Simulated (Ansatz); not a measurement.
Li2O3: the change of pressure and energy above lowest point with volume per atom

Results calculated with Ansatz 0.2.0 development build, not measured. Equation of state of a cubic crystal from periodic Kohn-Sham density functional theory without spin; pressure corrected for the finite basis.

Cell of the first row (space group Pn-3m, No. 224):
```
cell vectors (Å)
   4.3825     0.0000     0.0000
   0.0000     4.3825     0.0000
   0.0000     0.0000     4.3825
atoms (fractions of the cell vectors)
Li  0.25000  0.25000  0.25000
Li  0.75000  0.75000  0.25000
Li  0.75000  0.25000  0.75000
Li  0.25000  0.75000  0.75000
O   0.50000  0.00000  0.00000
O   0.00000  0.50000  0.00000
O   0.00000  0.00000  0.50000
O   0.50000  0.50000  0.00000
O   0.50000  0.00000  0.50000
O   0.00000  0.50000  0.50000
```

Settings of every row: formula Li2O3; structure type cubic X2O3; functional PBE; spin treatment none; k mesh 12x12x12; occupation method fermi-dirac; occupation width 0.061225619 eV; wave cutoff 420 eV; datasets soft-1 PAW; density cutoff ratio 4.

Limits: a cubic model structure, not a phase known at ambient conditions; modest k-mesh, values are not fully converged in k.

| row | volume per atom (Å³) | pressure (GPa) | energy above lowest point (meV/atom) |
| --- | --- | --- | --- |
| 1 | 8.417 | 5.901 | 9.58 |
| 2 | 8.597 | 3.765 | 4.2 |
| 3 | 8.776 | 1.846 | 1.08 |
| 4 | 8.955 | 0.121 | 0 |
| 5 | 9.134 | ? | ? |
| 6 | 9.313 | -2.821 | 3.12 |
| 7 | 9.492 | -4.072 | 6.99 |

Question: what pressure and energy above lowest point should row 5 give?

Worked fit of pressure. Take u = (V_r/V)^(2/3) − 1 with V_r = 8.8655 Å³ an atom, which is twice the finite (Eulerian) strain; such expansions in the strain, on which the Birch-Murnaghan equation of state is built, carry the rest volume and the bulk modulus. The shown rows have u = 0.03522, 0.02071, 0.00679, -0.00667, -0.0323, -0.0445. Least squares give pressure = 0.9618 + 128.234 × u + 340.77 × u² GPa; a straight line predicts inner rows, each left out in turn, worse (root mean square 0.21 against 0.0035 GPa). The rows lie off it by 0.000, 0.001, -0.002, -0.001, 0.004, -0.002. The pressure vanishes at u = -0.0077, or V = 8.968 Å³ an atom, and there the bulk modulus at fixed shape and fractions is B = −V dP/dV = (2/3)(1 + u) dP/du = 81.4 GPa. The withheld row has u = -0.01969, so the fit gives 0.9618 + 128.234 × (-0.01969) + 340.77 × (-0.01969)² = -1.431 GPa.

The calculation gave -1.429 GPa. The fit lies 0.002 GPa (0.02 % of the column's range) below it; its largest miss of a shown row is 0.004 GPa.

Worked fit of energy above lowest point. Take u = (V_r/V)^(2/3) − 1 with V_r = 8.8655 Å³ an atom, which is twice the finite (Eulerian) strain; such expansions in the strain, on which the Birch-Murnaghan equation of state is built, carry the rest volume and the bulk modulus. The shown rows have u = 0.03522, 0.02071, 0.00679, -0.00667, -0.0323, -0.0445. Least squares give energy above lowest point = 0.303 + 80.59 × u + 5190 × u² meV/atom; a straight line predicts inner rows, each left out in turn, worse (root mean square 3.2 against 0.0092 meV/atom). The rows lie off it by 0.00, 0.00, -0.01, 0.00, 0.01, 0.00. Its lowest point lies at u = -0.0078, or V = 8.97 Å³ an atom, and the curvature there gives the bulk modulus at fixed shape and fractions, B = (4/9)(1 + u)² E″(u)/V = 81.1 GPa. The withheld row has u = -0.01969, so the fit gives 0.303 + 80.59 × (-0.01969) + 5190 × (-0.01969)² = 0.73 meV/atom.

The calculation gave 0.73 meV/atom. The fit meets it to the printed digit.
